# Number of covalent plus ionic valence bond structures: solution key

**Result to be proved.** For $N$ electrons in $n$ spatial orbitals, the number of linearly independent structures of spin $S$, counted for one value of $M_S$, is

$$W(N,n,S)=\frac{2S+1}{n+1}\binom{n+1}{N/2-S}\binom{n+1}{N/2+S+1}=\sum_{\text{occupations}}f(k,S),$$

where $k$ is the number of singly occupied orbitals (open shells) of an occupation and $f(k,S)$ is the number of independent couplings of $k$ spins to total spin $S$.

## 1. Premises and conventions

- **P1.** The spatial orbitals $\phi_1,\dots,\phi_n$ are fixed and linearly independent. They need not be orthogonal; their overlap matrix $\mathbf{s}$ is positive definite.
- **P2.** The $N$-electron space $V$ is the span of all Slater determinants built from the $2n$ spin orbitals $\phi_i\alpha$, $\phi_i\beta$.
- **P3.** The Hamiltonian is spin-free, so $S$ and $M_S=M$ label its eigenstates.

Spin is in units of $\hbar$, with $\hat S_\pm=\sum_i\hat s_\pm(i)$, $\hat S_-=\hat S_+^\dagger$, $[\hat S_+,\hat S_-]=2\hat S_z$ and $\hat S^2=\hat S_-\hat S_++\hat S_z(\hat S_z+1)$. A binomial $\binom ab$ with $a\ge0$ is zero for $b<0$ or $b>a$. A bar marks $\beta$ spin. Throughout, $p=N/2+S$ and $q=N/2-S$ are integers, with $p+q=N$ and $p-q=2S$. For a neutral system with one orbital and one electron per centre ($N=n$), a structure is covalent if every orbital is singly occupied and ionic otherwise.

## 2. Counting determinants

A determinant with projection $M$ has $N/2+M$ orbitals of spin $\alpha$ and $N/2-M$ of spin $\beta$, chosen independently. Their number is

$$D(M)=\binom{n}{N/2+M}\binom{n}{N/2-M}.\tag{1}$$

These determinants must be shown to be independent. By P1 the orthonormal set $\boldsymbol\chi=\boldsymbol\phi\,\mathbf{s}^{-1/2}$ exists and the map is invertible. A determinant is linear in each column and the map does not touch spin, so every $\phi$ determinant is a combination of $\chi$ determinants with the same $M$, and conversely. Both sets span the same space $V_M$. The $\chi$ determinants are orthonormal, so $\dim V_M=D(M)$. The $\phi$ determinants are $D(M)$ vectors spanning this space and hence a basis. Overlap does not change any dimension.

## 3. From determinants to spin states

**Lemma.** Let $U$ be a finite-dimensional space closed under $\hat S_\pm$ and $\hat S_z$, with $\hat S_z$ eigenspaces $U_M$. The number of independent states with spin $S$ and $M=S$ is $\dim U_S-\dim U_{S+1}$.

*Proof.* (i) For $\psi\in U_S$, $\langle\psi|\hat S^2|\psi\rangle=\|\hat S_+\psi\|^2+S(S+1)\|\psi\|^2$. If $\psi$ has spin $S$, then $\hat S_+\psi=0$. If $\hat S_+\psi=0$, then $\hat S^2\psi=S(S+1)\psi$. The wanted states are the kernel of $\hat S_+$ in $U_S$.

(ii) For $\varphi\in U_{S+1}$, the commutator gives $\|\hat S_-\varphi\|^2=\|\hat S_+\varphi\|^2+2(S+1)\|\varphi\|^2$, which is positive unless $\varphi=0$. Thus $\hat S_-:U_{S+1}\to U_S$ has no kernel.

(iii) A vector $\varphi\in U_{S+1}$ orthogonal to the image $\hat S_+U_S$ obeys $\langle\hat S_-\varphi|\psi\rangle=0$ for all $\psi\in U_S$, so $\hat S_-\varphi=0$, and $\varphi=0$ by (ii). The image is all of $U_{S+1}$.

(iv) Kernel dimension equals domain dimension minus image dimension. $\blacksquare$

The count is the same for every $M$ from $-S$ to $S$, because $\hat S_\pm$ commute with $\hat S^2$ and map spin-$S$ states one-to-one between neighbouring $M$ in this range.

The space $V$ qualifies as $U$: $\hat S_+$ acting on a determinant gives a sum of terms in each of which one $\phi_i\beta$ is replaced by $\phi_i\alpha$, and each term is a determinant of the set or zero. Therefore

$$W=D(S)-D(S+1)=\binom np\binom nq-\binom n{p+1}\binom n{q-1}.\tag{2}$$

## 4. Closed form

Writing out the factorials gives four identities:

$$\binom np=\frac{p+1}{n+1}\binom{n+1}{p+1},\qquad\binom n{p+1}=\frac{n-p}{n+1}\binom{n+1}{p+1},$$

$$\binom nq=\frac{n+1-q}{n+1}\binom{n+1}{q},\qquad\binom n{q-1}=\frac{q}{n+1}\binom{n+1}{q}.$$

They hold at the edges $p=n$ and $q=0$, where the second and fourth read $0=0$. Insertion in (2) gives

$$W=\frac{(p+1)(n+1-q)-(n-p)q}{(n+1)^2}\binom{n+1}{q}\binom{n+1}{p+1}.$$

The numerator is $(p+1)(n+1)-pq-q-nq+pq=(n+1)(p+1-q)=(n+1)(2S+1)$. Hence

$$\boxed{W(N,n,S)=\frac{2S+1}{n+1}\binom{n+1}{N/2-S}\binom{n+1}{N/2+S+1}}\tag{3}$$

$W$ is nonzero for $q\ge0$ and $p\le n$, that is $0\le S\le\tfrac12\min(N,2n-N)$.

**Corollaries.** Replacing $N$ by $2n-N$ sends $q\to n-p$ and $p+1\to n+1-q$. Since $\binom{n+1}{n-p}=\binom{n+1}{p+1}$ and $\binom{n+1}{n+1-q}=\binom{n+1}{q}$, the two binomials exchange and $W(2n-N,n,S)=W(N,n,S)$. Equation (2) telescopes to $\sum_{S\ge M}W=D(M)$ for $M\ge0$. Counting all $2S+1$ components gives $\sum_S(2S+1)W=\dim V=\binom{2n}{N}$.

## 5. Decomposition by occupation

Each determinant has an occupation pattern: $d$ orbitals doubly occupied, $k=N-2d$ singly occupied, and $n-d-k=n-N+d$ empty. Flipping a spin in a doubly occupied orbital repeats a spin orbital and gives zero. Flipping an open-shell spin keeps the pattern. The span $U$ of the determinants of one pattern is therefore closed under $\hat S_\pm$ and $\hat S_z$, and the lemma applies to it.

Within a pattern only the $k$ open-shell spins vary. For $M=S$, $g=k/2-S$ of them are $\beta$, so $\dim U_S=\binom kg$ and $\dim U_{S+1}=\binom k{g-1}$. With $\binom kg=\frac{k+1-g}{k+1}\binom{k+1}g$, $\binom k{g-1}=\frac{g}{k+1}\binom{k+1}g$ and $k+1-2g=2S+1$,

$$f(k,S)=\binom{k}{g}-\binom{k}{g-1}=\frac{2S+1}{k+1}\binom{k+1}{k/2-S}.\tag{4}$$

The number of patterns with given $d$ is $\binom nd\binom{n-d}{N-2d}$. By section 2, $V$ is the direct sum of the pattern spaces. The sum is not orthogonal when the orbitals overlap, but directness suffices: $\hat S_+$ maps each pattern space into itself, so $\hat S_+\psi=0$ holds only if it holds for each component. The kernels add:

$$\boxed{W(N,n,S)=\sum_{d=\max(0,N-n)}^{N/2-S}\binom nd\binom{n-d}{N-2d}\,f(N-2d,S)}\tag{5}$$

For $N=n$ the term $d=0$ is $f(n,S)$, the covalent structures, and the remaining terms are ionic.

**Algebraic confirmation.** With $k=p+q-2d$ one has $g=q-d$ and $k-g=p-d$, so

$$\binom nd\binom{n-d}{k}\binom{k}{q-d}=\frac{n!}{d!\,(p-d)!\,(q-d)!\,(n-p-q+d)!}=\binom np\binom pd\binom{n-p}{q-d}.$$

The Vandermonde convolution $\sum_d\binom pd\binom{n-p}{q-d}=\binom nq$ turns the sum over $d$ into $D(S)$. The same step with $p+1$, $q-1$ turns the second term of (4) into $D(S+1)$. Equation (5) thus reduces to (2).

## 6. The drawn structures form a basis

Sections 3 to 5 count dimensions. It remains to show that bond diagrams supply that many independent functions. Number the $k$ open shells of a pattern along a line. A bond function couples $g$ pairs $i<j$ by $[ij]=\alpha_i\beta_j-\beta_i\alpha_j$ and gives the other $2S$ electrons spin $\alpha$. It is multiplied by the orbital product and antisymmetrised. Each factor is annihilated by its raising operator, so the function lies in the kernel of $\hat S_+$ with $M=S$ and has spin $S$.

All possible pairings overcount, because expanding the products shows

$$[12][34]-[13][24]+[14][23]=0 .$$

Rumer's rule keeps the diagrams in which no two bond arcs cross and no unpaired electron lies under an arc.

**Number of Rumer diagrams.** Write $\beta$ at the right end of each arc and $\alpha$ elsewhere. In this leading string every initial segment has at least as many $\alpha$ as $\beta$. Conversely, such a string fixes the diagram: reading from the left, join each $\beta$ to the nearest still unmatched $\alpha$ on its left, as with brackets. The correspondence is one-to-one. Read the string as a path from height $0$ to $2S$, with $\alpha=+1$ and $\beta=-1$. There are $\binom kg$ paths in all. A forbidden path reaches $-1$. Reflecting its part before the first visit to $-1$ about that height gives a path from $-2$ to $2S$, and the reflection is reversible, since each such path must cross $-1$. These paths rise by $2S+2$ and so have $g-1$ down steps. Their number is $\binom k{g-1}$. The allowed strings number $\binom kg-\binom k{g-1}=f(k,S)$.

**Independence.** Order spin strings alphabetically, $\alpha$ before $\beta$. Any other term in the expansion of a bond function arises by exchanging the spins of some pairs. The first position that changes is a left end, which goes from $\alpha$ to $\beta$, so the term comes later than the leading string. In a vanishing combination of Rumer functions, take the one with the earliest leading string among those with nonzero coefficient. No other function of the combination contains that string, and strings correspond to independent determinants, so its coefficient must vanish, a contradiction. The $f(k,S)$ Rumer functions are a basis of the spin-$S$ space of the pattern.

**Consequence.** The $W$ covalent and ionic Rumer structures span all spin-$S$ states of $V_S$. By section 2 this space is unchanged by an invertible transformation of the orbitals. A variational calculation with all $W$ structures is therefore identical to full configuration interaction in the same orbital space.

## 7. Origin of the name

The spin-$S$ space carries the irreducible representation of the unitary group $U(n)$ whose Young diagram has two columns of lengths $p$ and $q$. This fact and the hook-content form of Weyl's dimension formula, $\dim=\prod(n+\text{column}-\text{row})/\prod\text{hooks}$, are quoted here and were not needed above. The numerator is $\frac{n!}{(n-p)!}\cdot\frac{(n+1)!}{(n+1-q)!}$. The hooks of the second column multiply to $q!$. Those of the first run from $p+1$ down to $1$ with $p-q+1$ missing, giving $(p+1)!/(2S+1)$. The quotient is (3).

## 8. Benzene $\pi$ system

Here $N=n=6$. Equation (3) gives $W(6,6,0)=\frac17\binom73\binom74=\frac{35\cdot35}{7}=175$. Equation (5) splits it as follows.

| $d$ | open shells $k$ | patterns | $f(k,0)$ | structures |
|---|---|---|---|---|
| 0 | 6 | 1 | 5 | 5 |
| 1 | 4 | 30 | 2 | 60 |
| 2 | 2 | 90 | 1 | 90 |
| 3 | 0 | 20 | 1 | 20 |

The total is 5 covalent plus $60+90+20=170$ ionic. With carbons numbered round the ring, the five allowed strings give the Kekulé structures $[12][34][56]$, $[16][23][45]$ and the Dewar structures $[14][23][56]$, $[16][25][34]$, $[12][36][45]$. Unrestricted pairing would give $5\cdot3\cdot1=15$ covalent diagrams.

For $S=1,2,3$, (3) gives 189, 35 and 1. The sum rules hold: $175+189+35+1=400=\binom63^2$, and $175+3\cdot189+5\cdot35+7\cdot1=924=\binom{12}{6}$. A half-integer case is the allyl radical: $W(3,3,\tfrac12)=\frac24\binom41\binom43=8$, made of 2 covalent and 6 ionic doublets.

## 9. Range of validity

1. The formula is exact, since it is a dimension. It does not depend on geometry, integrals or overlap, provided the orbitals are linearly independent.
2. If the orbitals become nearly dependent, $W$ is unchanged but the structure overlap matrix becomes ill-conditioned. At exact dependence, $n$ must be replaced by the rank of $\mathbf{s}$.
3. $W$ counts multiplets. The number of states is $(2S+1)W$.
4. The count is physically useful when $S$ is a good quantum number. Spin-orbit coupling mixes different $S$ and $M$. The dimensions remain true, but the secular problem no longer separates by spin and in general lives in the whole space of dimension $\binom{2n}{N}$.
5. Spatial symmetry is ignored. $W$ is the sum over all point-group species, degenerate components counted separately.
6. Orbitals doubly occupied in every structure carry no spin freedom. $N$ and $n$ then refer to the active electrons and orbitals.
7. The split into covalent and ionic parts depends on the orbitals. The numbers in (5) are fixed, but mixing the orbitals mixes the pattern subspaces, and only their sum is invariant. If each structure has its own orbitals, P1 fails and the equivalence with full configuration interaction is lost.
8. $W$ says nothing about the weight or energy of a structure, and completeness holds only within the chosen orbital space.

## 10. Illustration: H$_2$ in a minimal basis

Take $N=n=2$ with normalised real orbitals $a$, $b$ on the two nuclei and $\langle a|b\rangle=s$.

**Count.** $W(2,2,0)=\frac13\binom31\binom32=3$ and $W(2,2,1)=\frac33\binom30\binom33=1$. From (1), $D(0)=4$, $D(1)=1$ and $D(2)=0$. From (5), $d=0$ gives one covalent singlet and the triplet, and $d=1$ gives 2 ionic singlets. The state count is $3+3\cdot1=6=\binom42$.

**Spin operator.** The $M=0$ determinants are $|a\bar a|$, $|b\bar b|$, $|a\bar b|$, $|\bar ab|$. $\hat S_+$ annihilates the first two and sends each of the last two to $|ab|$, while $\hat S_-|ab|=|a\bar b|+|\bar ab|$. At $M=0$, $\hat S^2=\hat S_-\hat S_+$ acts as zero on the ionic pair and as $\begin{pmatrix}1&1\\1&1\end{pmatrix}$ on the open-shell pair. Its eigenvalues are $0,0,0,2$: three singlets and one triplet, whatever the value of $s$.

**Structures.** Write $ab$ for $a(1)b(2)$. Expanding the determinants, the singlets share the spin factor $(\alpha\beta-\beta\alpha)/\sqrt2$ and have the normalised spatial parts

$$C=\frac{ab+ba}{\sqrt{2(1+s^2)}},\qquad I_a=aa,\qquad I_b=bb,$$

that is H–H, H$^-$H$^+$ and H$^+$H$^-$. The triplet has spatial part $(ab-ba)/\sqrt{2(1-s^2)}$.

**Same space as the molecular orbitals.** With $\sigma_{g}=(a+b)/\sqrt{2(1+s)}$ and $\sigma_u=(a-b)/\sqrt{2(1-s)}$,

$$\sigma_g\sigma_g=\frac{(aa+bb)+(ab+ba)}{2(1+s)},\quad\sigma_u\sigma_u=\frac{(aa+bb)-(ab+ba)}{2(1-s)},\quad\sigma_g\sigma_u+\sigma_u\sigma_g=\frac{aa-bb}{\sqrt{1-s^2}}.$$

The relations are invertible for $|s|<1$. For 1s orbitals the singlets comprise two $^1\Sigma_g^+$ and one $^1\Sigma_u^+$, and the triplet is $^3\Sigma_u^+$.

**Independence.** In the order $C,I_a,I_b$ the overlap matrix is

$$\mathbf G=\begin{pmatrix}1&t&t\\t&1&s^2\\t&s^2&1\end{pmatrix},\qquad t=s\sqrt{\frac{2}{1+s^2}}.$$

The vector $(0,1,-1)/\sqrt2$ has eigenvalue $1-s^2$. In the basis $(1,0,0)$, $(0,1,1)/\sqrt2$ the remaining block has diagonal $1$, $1+s^2$ and off-diagonal $\sqrt2\,t=2s/\sqrt{1+s^2}$. Its determinant is $1+s^2-4s^2/(1+s^2)=(1-s^2)^2/(1+s^2)$, so

$$\lambda_\pm=\tfrac12\Big[2+s^2\pm\sqrt{s^4+16s^2/(1+s^2)}\Big],\qquad\det\mathbf G=\frac{(1-s^2)^3}{1+s^2}>0\quad(|s|<1).$$

**Numbers.** Take Slater 1s functions $(\zeta^3/\pi)^{1/2}e^{-\zeta r}$ at separation $R$, and set $\rho=\zeta R$. In prolate spheroidal coordinates $\xi=(r_a+r_b)/R$, $\eta=(r_a-r_b)/R$, with volume element $(R/2)^3(\xi^2-\eta^2)\,d\xi\,d\eta\,d\varphi$,

$$s=\frac{\rho^3}{4}\int_1^\infty\!d\xi\int_{-1}^1\!d\eta\,(\xi^2-\eta^2)e^{-\rho\xi}=e^{-\rho}\left(1+\rho+\rho^2/3\right).$$

The inputs are the free-atom exponent $\zeta=1$ bohr$^{-1}$ and $R=1.4$ bohr, the approximate equilibrium distance. Carrying $s$ unrounded:

| quantity | value |
|---|---|
| $s$ | 0.75294 |
| $\langle I_a\vert I_b\rangle=s^2$ | 0.5669 |
| $\langle C\vert I_a\rangle=t$ | 0.8507 |
| $\lambda_-$ | 0.0475 |
| $1-s^2$ | 0.4331 |
| $\lambda_+$ | 2.5194 |
| $\det\mathbf G$ | 0.0518 |

All three eigenvalues are positive, so the rank is 3, as (3) requires. The small $\lambda_-$ reflects the overlap $2s/(1+s^2)=0.9610$ between $C$ and the normalised combination $(aa+bb)/\sqrt{2(1+s^2)}$.

These overlaps are the model's numbers, set by the basis, and are not observables of the molecule. A contracted exponent $\zeta\approx1.2$ bohr$^{-1}$, typical of variational optimisation near equilibrium, gives $\rho=1.68$, $s=0.675$ and $\lambda_-=0.086$, so the free-atom exponent overstates the near-dependence. As $\rho\to\infty$, $\mathbf G$ tends to the unit matrix. As $\rho\to0$, $1-s^2\simeq\rho^2/3$ and $\det\mathbf G\simeq\rho^6/54$. At $R=0$ only one independent orbital is left and the count falls to $W(2,1,0)=1$. For every $R>0$ and either exponent it is three singlets and one triplet.